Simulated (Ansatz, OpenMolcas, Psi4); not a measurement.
**A ladder of methods for C4H11P (SMILES CC(C)(C)P)**

The runs start from one conformer, not always the lowest.

C4H11P, singlet, SMILES `CC(C)(C)P`. Each level relaxes the structure for itself.

Quantity: the zero-point energy at each level's own minimum, in kJ/mol. The values are calculated.

```tsv
level	kind	program	value (kJ/mol)
HF/STO-3G	Hartree–Fock	Ansatz	444.8
HF/3-21G	Hartree–Fock	Ansatz	391.8
HF/6-31G* (Cartesian functions)	Hartree–Fock	OpenMolcas	393.3
BP86/def2-SVP (density fitting)	GGA	Psi4	353.0
B3LYP/6-31G* (Cartesian functions)	global hybrid	Ansatz	368.1
MP2/6-31G* (Cartesian functions)	perturbation theory	Ansatz	377.5
```

Harmonic and unscaled. The values span 353.0 to 444.8 kJ/mol. Without the sets that lack polarisation functions the rows with a basis span only 353.0 to 393.3 kJ/mol.

In tert-butylphosphine the zero-point energy comes mostly from the C–H stretches and the bending modes of the methyl groups, with a smaller share from the softer P–H bonds. The total therefore mainly tracks how stiff each method makes the bonds to hydrogen. In the common 6-31G* basis it falls from 393.3 kJ/mol with Hartree–Fock to 377.5 with MP2 and 368.1 with B3LYP. Hartree–Fock lacks the correlation that mixes in antibonding character and flattens the potential around the minimum, so its force constants are too large. BP86 is lower still, in keeping with the usual softness of GGA bonds, though its different basis probably accounts for part of the gap to B3LYP.

The 444.8 kJ/mol from HF/STO-3G reflects a minimal valence space too rigid to follow the displaced nuclei. Splitting the valence shell removes most of that excess, but the closeness of HF/3-21G to HF/6-31G* may hide compensating errors between modes, so it doesn't establish that polarisation functions are unimportant for the individual vibrations, particularly those at phosphorus.
